To interpret a spectrum or a chemical change in a semiconductor, one often has to say how many electrons sit in a range of energies and on which atoms. For layered WSe$_2$ the first part can be answered on paper and the second takes more care. Two windows are open here: a deep one starting at −15.85 eV, and a wide one from −7.70 eV up to the band gap. How many states does each hold, and which orbitals are they made of?

Ansatz 0.2.0, plane-wave PAW DFT with the PBE functional, scalar-relativistic, without spin-orbit coupling or spin polarisation, for the unrelaxed 6-atom cell of WSe$_2$ ($P6_3/mmc$). The cutoff is 420 eV, the k mesh 9×9×2 and the Gaussian smearing 0.05 eV. States are counted in electrons per cell, and orbital shares are fractions of the Löwdin projections.

| bottom of the window, from the Fermi level (eV) | top of the window (eV) | states in the window (per cell) | share of Se 4s | share of W 5d | share of Se 4p | share of W 6s |
| --- | --- | --- | --- | --- | --- | --- |
| -15.85 | -13.25 | ? | ? | ? | ? | ? |
| -7.70 | -0.50 | ? | ? | ? | ? | ? |
| -7.69 | -5.29 | 7.31 | 0.04 | 0.24 | 0.66 | 0.06 |
| -5.29 | -2.91 | 11.17 | 0.03 | 0.33 | 0.62 | 0.01 |
| -1.13 | -0.52 | 0.51 | 0.03 | 0.69 | 0.27 | 0.00 |
| 0.53 | 1.14 | 1.28 | 0.02 | 0.66 | 0.30 | 0.02 |

**What mixing can and cannot change**

Take one selenium orbital and one tungsten orbital. If they do not interact, the two levels stay pure: this is the ionic limit. If they interact and have the same energy, each level becomes half selenium and half tungsten. Between these limits the lower level keeps mostly the character of the lower orbital, and the upper level that of the upper one. There are two levels throughout, so bonding alters the make-up of bands but not their number.

The known rows lie between the limits. In the lowest of them, starting at −7.69 eV, selenium 4p dominates, yet W 5d already holds a share of 0.24. At the upper valence edge the order is reversed, with 0.69 for W 5d. That reversal would appear in the ionic limit too. What shows the mixing is the smaller share in each row: W 5d low down, and 0.27 of Se 4p at the edge. Standard theory traces it to covalent W–Se bonding.

**Counting the states**

The cell holds two W and four Se atoms with six valence electrons each, 36 in all. Four Se 4s orbitals, each with two spins, give 8 states, and these should fill the deep window. The other 28 electrons belong to the wide one: 24 in bands descended from Se 4p and 4 in bands descended from W 5d. This assumes that each window encloses a complete group of bands.

**Estimating the shares**

For the wide window I average known rows. The lowest row enters with its own 7.31 states, the four W-derived states are taken to resemble the upper valence edge, and the remaining $28-7.31-4=16.69$ states the row starting at −5.29 eV. The W 5d share is then

$$\frac{7.31\times0.24+16.69\times0.33+4\times0.69}{28}\approx0.36.$$

The weak point is the stretch between −2.91 and −1.13 eV, whose make-up is assumed. Letting all of it resemble one neighbouring row or the other sets the error range.

For the deep window I use a sum rule: Se 4s character found in higher bands must be lacking below. The wide window should take about 0.9 of the 8 states' worth. The W 5d, W 6s, Se 4s and Se 4p orbitals give 56 states in all, so 20 stay empty; if these resemble the conduction edge, they take another 0.4. That leaves $6.7/8\approx0.84$. If the empty states held no Se 4s, the result would be 0.89; if they held three times as much as assumed, 0.74.

The forecasts are:

- **Deep window:** 8 states (7.8 to 8.2); Se 4s 0.84 (0.74 to 0.92); W 5d 0.08 (0.03 to 0.15); Se 4p and W 6s 0.04 each (0.00 to 0.08). Giving half of the remainder to W 5d is a guess.
- **Wide window:** 28 states (27.5 to 28.5); W 5d 0.36 (0.31 to 0.43); Se 4p 0.58 (0.51 to 0.62); Se 4s 0.03 and W 6s 0.02 (each within 0.02).

The withheld rows as computed:

| bottom of the window, from the Fermi level (eV) | top of the window (eV) | states in the window (per cell) | share of Se 4s | share of W 5d | share of Se 4p | share of W 6s |
| --- | --- | --- | --- | --- | --- | --- |
| -15.85 | -13.25 | 8.00 | 0.82 | 0.08 | 0.03 | 0.06 |
| -7.70 | -0.50 | 28.00 | 0.03 | 0.34 | 0.60 | 0.02 |

**Hits and misses**

Both counts are exact and together account for all 36 valence electrons, so the windows do enclose complete groups of bands. All the shares fall within their ranges. The ionic limit would have given the same counts, but a W 5d share of only $4/28\approx0.14$ in the wide window, against the computed 0.34. It is the shares, not the counts, that show the mixing.

The wide window has slightly less W 5d and more Se 4p than forecast, by 0.02 each. These are two sides of one error: the assumed stretch contains less tungsten than I gave it. Perhaps the narrow window at the valence edge does not represent all four W-derived states well, or the Se-derived bands in the stretch hold less W 5d than the row below it; the table cannot tell which.

In the deep window Se 4s comes out at 0.82, slightly below the forecast. Rounding of the known shares explains only part of this. If the 20 empty states of the orbital count hold all the missing Se 4s character, their mean share is about 0.03, more than the 0.02 taken from the conduction edge. The guessed split of the remainder did less well: W 6s has 0.06 instead of 0.04, and Se 4p 0.03 instead of 0.04. A likely reason is that the spread-out 6s orbital overlaps strongly with its selenium neighbours, but this is untested here. The printed output lists every forecast beside its computed value.

**What to do with such numbers**

For an electron count, choose a window that encloses a whole group of bands and check it against the valence electrons. Windows that cut through a group generally give fractional counts, and the two narrow ones at the gap also suffer from a coarse mesh. The states near the gap would also shift in energy with spin-orbit coupling, which is left out here.

Do not turn a share into an ionic charge. The wide window contains about 4.8 W 5d electrons per tungsten atom, where the ionic limit has 2. The excess is a net effect: the Se-derived bands extend onto tungsten, while the W-derived ones lie partly on selenium. Its size depends on how the density is divided between orbitals.

Numerical output:

```
states expected in the stretch without a row (per cell): 9.01
wide window, W 5d share if that stretch is like the middle row: 0.3131
wide window, W 5d share if that stretch is like the upper edge: 0.4289
wide window, Se 4p share if that stretch is like the middle row: 0.6241
wide window, Se 4p share if that stretch is like the upper edge: 0.5114
deep window, Se 4s share if empty states hold no Se 4s: 0.8859
deep window, Se 4s share if empty states hold three times the edge share: 0.7359
ionic picture, W 5d share in the wide window: 0.1429
Counts and Se shares, forecast and computed (known rows repeat the table):
     row  n forecast  n computed  n miss  4s forecast  4s computed   4s miss  4p forecast  4p computed   4p miss
  -15.85           8           8       0       0.8359         0.82   0.01586      0.04103         0.03   0.01103
    -7.7          28          28       0      0.03261         0.03  0.002611       0.5804          0.6  -0.01956
   -7.69        7.31        7.31       0         0.04         0.04         0         0.66         0.66         0
   -5.29       11.17       11.17       0         0.03         0.03         0         0.62         0.62         0
   -1.13        0.51        0.51       0         0.03         0.03         0         0.27         0.27         0
    0.53        1.28        1.28       0         0.02         0.02         0          0.3          0.3         0
W shares, forecast and computed (known rows repeat the table):
     row  5d forecast  5d computed   5d miss  6s forecast  6s computed   6s miss
  -15.85      0.08207         0.08  0.002069      0.04103         0.06  -0.01897
    -7.7       0.3579         0.34   0.01793      0.02162         0.02  0.001625
   -7.69         0.24         0.24         0         0.06         0.06         0
   -5.29         0.33         0.33         0         0.01         0.01         0
   -1.13         0.69         0.69         0            0            0         0
    0.53         0.66         0.66         0         0.02         0.02         0
computed W 5d content of the wide window (electrons per W): 4.76
computed Se 4s content of the wide window (states per cell): 0.84
computed W share, 5d and 6s together, in the deep window: 0.14
W 5d share that the computed wide window implies for the stretch without a row: 0.4137
Se 4p share that the computed wide window implies for the stretch without a row: 0.5452
mean Se 4s share that the sum rule then leaves for the empty states: 0.03
rise of the W 5d share from the lowest known row to the upper valence edge: 0.45
```
